# Optimal load and efficiency of an AlN contour-mode transformer: solution key

**Problem.** A $c$-axis AlN plate ($0\le x\le W$, length $\ell\gg W$, thickness $t\ll W$, $z\parallel c$) has a grounded bottom electrode. The top electrode is cut at $x=fW$ into an input strip (port 1) and an output strip (port 2, loaded by $R_L$). Keep only the fundamental width-extensional mode and neglect electrode mass and resistance. Amplitudes are rms, with time factor $e^{j\omega t}$.

*Compiled values:* $a=3.112$ Å, $c=4.982$ Å (Vurgaftman 2001); $C_{11}=410.5$, $C_{13}=98.9$, $C_{33}=388.5$ GPa (Oses 2018), assumed here to hold at constant field; $\varepsilon_{33}=9.21\,\varepsilon_0$ (Feneberg 2013), assumed here to hold at constant strain.

*Typical or assumed inputs:* $e_{31}=-0.58$ C/m², $e_{33}=1.55$ C/m², molar mass 40.99 g/mol, $Q=2000$, $W=20$ µm, $\ell=200$ µm, $t=1$ µm.

Unrounded intermediate values are carried throughout.

## (a) Plate constants (3 marks)

The faces are free, $T_3=0$, so $S_3=(e_{33}E_3-C_{13}S_1)/C_{33}$, and the long plate has $S_2=0$. Substitution gives $T_1=\bar c S_1-\bar e E_3$ and $D_3=\bar e S_1+\bar\varepsilon E_3$ with

$$\bar c=C_{11}-\frac{C_{13}^2}{C_{33}}=385.3\ \text{GPa},\qquad \bar e=e_{31}-\frac{e_{33}C_{13}}{C_{33}}=-0.975\ \text{C/m}^2,$$

$$\bar\varepsilon=\varepsilon_{33}+\frac{e_{33}^2}{C_{33}}=(9.21+0.70)\,\varepsilon_0=9.91\,\varepsilon_0,\qquad \kappa^2\equiv\frac{\bar e^2}{\bar c\,\bar\varepsilon}=2.81\ \%.$$

The cell of volume $\tfrac{\sqrt3}{2}a^2c=41.78$ Å³ holds two formula units, so $\rho=3258$ kg/m³, $v=\sqrt{\bar c/\rho}=10.88$ km/s and $f_0=\omega_0/2\pi=v/2W=271.9$ MHz.

## (b) One-mode equations and equivalent circuit (5 marks)

Take $u=-q\cos(\pi x/W)$, whose strain vanishes at both free edges. The kinetic and strain energies give

$$M=\rho\ell t\int_0^W\cos^2\frac{\pi x}{W}\,dx=\frac{\rho\ell tW}{2},\qquad K=\bar c\ell t\int_0^W\Big(\frac{\pi}{W}\Big)^2\sin^2\frac{\pi x}{W}\,dx=\frac{\pi^2\bar c\ell t}{2W}.$$

Under strip $i$, $E_3=-V_i/t$, and the charge on the strip is $Q_i=-\int D_3\,dA=C_iV_i+\phi_iq$, where $\phi_iq=-\bar e\ell\,\Delta u_i$ and $\Delta u_i$ is the elongation of the strip:

$$\phi_{1,2}=|\bar e|\ell\,(1\mp\cos\pi f),\qquad C_1=\frac{\bar\varepsilon\ell Wf}{t},\qquad C_2=\frac{\bar\varepsilon\ell W(1-f)}{t}.$$

With damping $b=\omega_0M/Q$ and $\omega_0^2=K/M$, the model is two linear equations for $q$ and $V_2$:

$$(K-\omega^2M+j\omega b)\,q=\phi_1V_1+\phi_2V_2,\qquad j\omega(C_2V_2+\phi_2q)=-V_2/R_L .$$

Define the motional current $I=j\omega\phi_2q$. The second equation gives $V_2=-ZI$ with $Z=R_L/(1+jy)$, $y=\omega C_2R_L$. The first, divided by $\phi_2$, becomes

$$\Big(R+j\omega L+\frac{1}{j\omega C_m}+Z\Big)I=nV_1,$$

$$L=\frac{M}{\phi_2^2},\quad C_m=\frac{\phi_2^2}{K},\quad R=\frac{b}{\phi_2^2}=\frac{1}{\omega_0C_mQ},\quad n=\frac{\phi_1}{\phi_2}=\tan^2\frac{\pi f}{2}.$$

This is one motional branch, referred to the output, feeding $C_2\parallel R_L$. Its capacitance ratio is

$$k^2\equiv\frac{C_m}{C_2}=\frac{2\kappa^2}{\pi^2}\,\frac{(1+\cos\pi f)^2}{1-f}.$$

This $k^2$ is not the effective coupling factor. The output short- and open-circuit resonances obey $\omega_{oc}^2=\omega_0^2(1+k^2)$, so $k_{\rm eff}^2=1-\omega_0^2/\omega_{oc}^2=k^2/(1+k^2)$.

## (c) Optimal load and efficiency (6 marks)

$C_1$ draws only reactive current, so $P_{in}=n\,{\rm Re}(V_1I^*)=|I|^2(R+{\rm Re}\,Z)$. Since $C_2$ is lossless, $P_L=|I|^2\,{\rm Re}\,Z$ with

$${\rm Re}\,Z=\frac{1}{\omega C_2}\,\frac{y}{1+y^2}.$$

Using $\omega C_2R=(\omega/\omega_0)/(k^2Q)$,

$$\eta=\frac{{\rm Re}\,Z}{R+{\rm Re}\,Z}=\frac{k^2Q\,y}{k^2Q\,y+(\omega/\omega_0)(1+y^2)}.$$

The reactances of $L$ and $C_m$ set the size of $I$, not the division of its power. At fixed $\omega$, $\eta$ rises with $y/(1+y^2)$, whose derivative $(1-y^2)/(1+y^2)^2$ changes sign from plus to minus at $y=1$. Hence

$$\boxed{R_L^{\rm opt}=\frac{1}{\omega C_2},\qquad \eta_{\max}=\frac{k^2Q}{k^2Q+2\,\omega/\omega_0}}$$

At $\omega=\omega_0$ this is the general statement $\eta_{\max}=k^2Q/(k^2Q+2)$, exactly within the model. The efficiency is unchanged under $y\to1/y$: a load ten times too large costs as much as one ten times too small. A small $R_L$ develops little voltage, and a large one leaves most of the motional current to $C_2$.

## (d) Operating frequency and gains (4 marks)

*Matched load.* At $y=1$, $Z=(1-j)/(2\omega C_2)$. The loop reactance vanishes when $\omega L=1/\omega C_m+1/2\omega C_2$, that is at $\omega_r=\omega_0\sqrt{1+k^2/2}$. There $|I|=nV_1/(R+1/2\omega_rC_2)$ and $|Z|=1/(\sqrt2\,\omega_rC_2)$, so

$$\eta_{\max}(\omega_r)=\frac{k^2Q}{k^2Q+2\sqrt{1+k^2/2}},\qquad G_{\rm match}=\Big|\frac{V_2}{V_1}\Big|=\sqrt2\,n\,\eta_{\max}(\omega_r).$$

*Open circuit.* Now $Z=1/j\omega C_2$; at $\omega_{oc}$ the current is $nV_1/R$, and

$$G_{oc}=\frac{n}{\omega_{oc}C_2R}=\frac{nk^2Q}{\sqrt{1+k^2}}=\frac{Q\,k_1k}{\sqrt{1+k^2}}\sqrt{\frac{C_1}{C_2}},\qquad k_1^2\equiv\frac{\phi_1^2}{KC_1}.$$

The open-circuit gain grows with $Q$. The matched gain cannot exceed $\sqrt2\,n$.

## (e) Numbers (5 marks)

| model quantity | $f=1/2$ | $f=2/3$ |
|---|---|---|
| $n$ | 1 | 3 |
| $k^2/\kappa^2$ | $4/\pi^2$ | $3/2\pi^2$ |
| $k^2$ (%) | 1.139 | 0.427 |
| $C_2$ (fF) | 175.5 | 117.0 |
| $C_m$ (fF) | 2.00 | 0.50 |
| $R$ (Ω) | 146 | 586 |
| $1/\omega_0C_2$ (kΩ) | 3.34 | 5.00 |
| $k^2Q$ | 22.8 | 8.54 |
| $\eta_{\max}$ | 0.919 | 0.810 |
| $G_{\rm match}$ | 1.30 | 3.44 |
| $G_{oc}$ | 22.6 | 25.6 |

For $f=1/2$, $L=171.5$ µH and $\omega_r$ lies 0.28 % (0.77 MHz) above $\omega_0$. Driving at $\omega_r$ gives $\eta_{\max}=0.9191$, against 0.9193 from $k^2Q/(k^2Q+2)$, so the two forms agree to the three figures in the table. A 50 Ω load at $\omega_0$ has $y=0.0150$ and only $\eta=0.254$. Narrowing the output strip triples $n$ but lowers $k^2$ to $3/8$ of its former value, so step-up is paid for in efficiency.

## (f) Rosen bar compared with the AlN two-port (4 marks)

Take a Rosen bar with two sections, each of length $L_s$, width $w$ and thickness $t$. The input section is poled through the thickness and the output section along the length. Work to leading order in the couplings, with one Young's modulus $Y$ and one permittivity $\varepsilon$, so that $k_{3i}^2=d_{3i}^2Y/\varepsilon$. For the mode $\cos(\pi x/2L_s)$ each section has $|\Delta u|=q$, and

$$K=\frac{\pi^2Ywt}{4L_s},\quad \phi_1=|d_{31}|Yw,\quad C_1=\frac{\varepsilon wL_s}{t},\quad \phi_2=\frac{d_{33}Ywt}{L_s},\quad C_2=\frac{\varepsilon wt}{L_s}.$$

Then $k_1=2k_{31}/\pi$, $k=2k_{33}/\pi$, $\sqrt{C_1/C_2}=L_s/t$, and the last form of $G_{oc}$ gives

$$G_{oc}\simeq\frac{4}{\pi^2}\,Q\,k_{31}k_{33}\,\frac{L_s}{t}.$$

The corrections are of relative order $k_{33}^2$, so for a strongly coupled ceramic the prefactor is only indicative. Stray capacitance in parallel with the small $C_2$ lowers the gain.

The factor $L_s/t$ arises because the two ports apply their fields along different dimensions. In the AlN plate both fields cross the same thickness, $C_1/C_2=f/(1-f)$, and both ports use the transverse coupling:

$$G_{oc}=\frac{2}{\pi^2}\,\kappa^2Q\,\frac{\sin^2\pi f}{1-f}\,\frac{1}{\sqrt{1+k^2}}.$$

The thickness has cancelled and $\kappa^2$ stands in place of $k_{31}k_{33}$. The load and efficiency results of part (c) hold for both devices, while the aspect-ratio gain belongs to the Rosen geometry alone.

## (g) Size of what was neglected (3 marks)

*Other modes.* Mode $m$, $\cos(m\pi x/W)$, has stiffness $m^2K$ and the same mass, so at $\omega_0$ its compliance is $1/[K(m^2-1)]$. For $f=1/2$ its output coupling has $\phi^2/(\bar e\ell)^2=1$ for odd $m$, 4 for $m=2,6,10,\dots$ and 0 otherwise. These modes add to $C_2$ the fraction

$$k^2\Big[\sum_{m=3,5,\dots}\frac{1}{m^2-1}+\sum_{m=2,6,\dots}\frac{4}{m^2-1}\Big]=k^2\Big(\frac14+\frac{\pi}{2}\Big)=2.1\ \%.$$

For even $m$ the two strips strain oppositely, so the capacitance that these modes place between the ports has magnitude $k^2(\pi/2-1/4)\,C_2$, or 1.5 % of $C_2$. Both effects exceed the 0.28 % frequency factor of part (d). The optimal load and the loss $1-\eta_{\max}=8.1$ % are therefore uncertain by about two parts in a hundred of their values, and the third figures in the table belong to the one-mode model.

*Dielectric loss.* A loss tangent places a conductance $\omega C_2\tan\delta$ beside the optimal load conductance $\omega C_2$, so it diverts a fraction of about $\tan\delta$; the input port loses a fraction of the same order. A typical $\tan\delta\sim10^{-3}$ is small against 8.1 %.

*Real devices.* With full electrodes the model has $k_t^2=(\pi^2/8)\,C_m/C_0=\kappa^2=2.81$ %, where $C_0=\bar\varepsilon\ell W/t$ and $\phi=2|\bar e|\ell$. Typical AlN contour-mode resonators reach about 1.5 to 2 %, with electrode gaps, metal loading and pad capacitance among the causes, so the model's coupling is high by a factor of roughly 1.4 to 1.9. Replacing $\kappa^2$ by this typical range at the same assumed $Q$ lowers the model's $\eta_{\max}$ for $f=1/2$ from 0.919 to between 0.86 and 0.89.